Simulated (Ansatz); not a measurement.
## Zn2O3: the change of energy above lowest point and pressure with volume per atom

Results calculated with Ansatz 0.2.0 development build, not measured. Equation of state of a cubic crystal from periodic Kohn-Sham density functional theory without spin; pressure corrected for the finite basis.

Cell of the first row (space group Pn-3m, No. 224):
```
cell vectors (Å)
   4.7396     0.0000     0.0000
   0.0000     4.7396     0.0000
   0.0000     0.0000     4.7396
atoms (fractions of the cell vectors)
Zn  0.25000  0.25000  0.25000
Zn  0.75000  0.75000  0.25000
Zn  0.75000  0.25000  0.75000
Zn  0.25000  0.75000  0.75000
O   0.50000  0.00000  0.00000
O   0.00000  0.50000  0.00000
O   0.00000  0.00000  0.50000
O   0.50000  0.50000  0.00000
O   0.50000  0.00000  0.50000
O   0.00000  0.50000  0.50000
```

Settings of every row: formula Zn2O3; structure type cubic X2O3; functional PBE; spin treatment none; k mesh 12x12x12; occupation method fermi-dirac; occupation width 0.061225619 eV; wave cutoff 700 eV; datasets hard PAW; density cutoff ratio 4.

Limits: a cubic model structure, not a phase known at ambient conditions; modest k-mesh, values are not fully converged in k.

| row | volume per atom (Å³) | energy above lowest point (meV/atom) | pressure (GPa) |
| --- | --- | --- | --- |
| 1 | 10.647 | 18.67 | 9.343 |
| 2 | 10.873 | 7.96 | 5.867 |
| 3 | 11.1 | 1.9 | 2.761 |
| 4 | 11.326 | 0 | -0.015 |
| 5 | 11.553 | ? | ? |
| 6 | 11.779 | 6.94 | -4.715 |
| 7 | 12.006 | 15.03 | -6.698 |

Question: what energy above lowest point and pressure should row 5 give?

Worked fit of energy above lowest point. Take u = (V_r/V)^(2/3) − 1 with V_r = 11.213 Å³ an atom, which is twice the finite (Eulerian) strain; such expansions in the strain, on which the Birch-Murnaghan equation of state is built, carry the rest volume and the bulk modulus. The shown rows have u = 0.03513, 0.02074, 0.00678, -0.00666, -0.0323, -0.04453. Least squares give energy above lowest point = 0.459 + 139.27 × u + 10651.9 × u² + 3954 × u³ meV/atom; a parabola predicts inner rows, each left out in turn, worse (root mean square 0.074 against 0.0076 meV/atom). The rows lie off it by 0.00, 0.00, 0.01, 0.00, 0.00, 0.00. Its lowest point lies at u = -0.0066, or V = 11.32 Å³ an atom, and the curvature there gives the bulk modulus at fixed shape and fractions, B = (4/9)(1 + u)² E″(u)/V = 131 GPa. The withheld row has u = -0.01972, so the fit gives 0.459 + 139.27 × (-0.01972) + 10651.9 × (-0.01972)² + 3954 × (-0.01972)³ = 1.82 meV/atom.

The calculation gave 1.81 meV/atom. The fit lies 0.01 meV/atom (0.054 % of the column's range) above it, one unit of the last digit.

Worked fit of pressure. Take u = (V_r/V)^(2/3) − 1 with V_r = 11.213 Å³ an atom, which is twice the finite (Eulerian) strain; such expansions in the strain, on which the Birch-Murnaghan equation of state is built, carry the rest volume and the bulk modulus. The shown rows have u = 0.03513, 0.02074, 0.00678, -0.00666, -0.0323, -0.04453. Least squares give pressure = 1.3318 + 206.08 × u + 603.94 × u² + 579 × u³ GPa; a parabola predicts inner rows, each left out in turn, worse (root mean square 0.011 against 0.0057 GPa). The rows lie off it by 0.001, -0.004, 0.004, -0.001, -0.001, 0.001. The pressure vanishes at u = -0.0066, or V = 11.32 Å³ an atom, and there the bulk modulus at fixed shape and fractions is B = −V dP/dV = (2/3)(1 + u) dP/du = 131 GPa. The withheld row has u = -0.01972, so the fit gives 1.3318 + 206.08 × (-0.01972) + 603.94 × (-0.01972)² + 579 × (-0.01972)³ = -2.502 GPa.

The calculation gave -2.497 GPa. The fit lies 0.005 GPa (0.031 % of the column's range) below it; its largest miss of a shown row is 0.004 GPa.
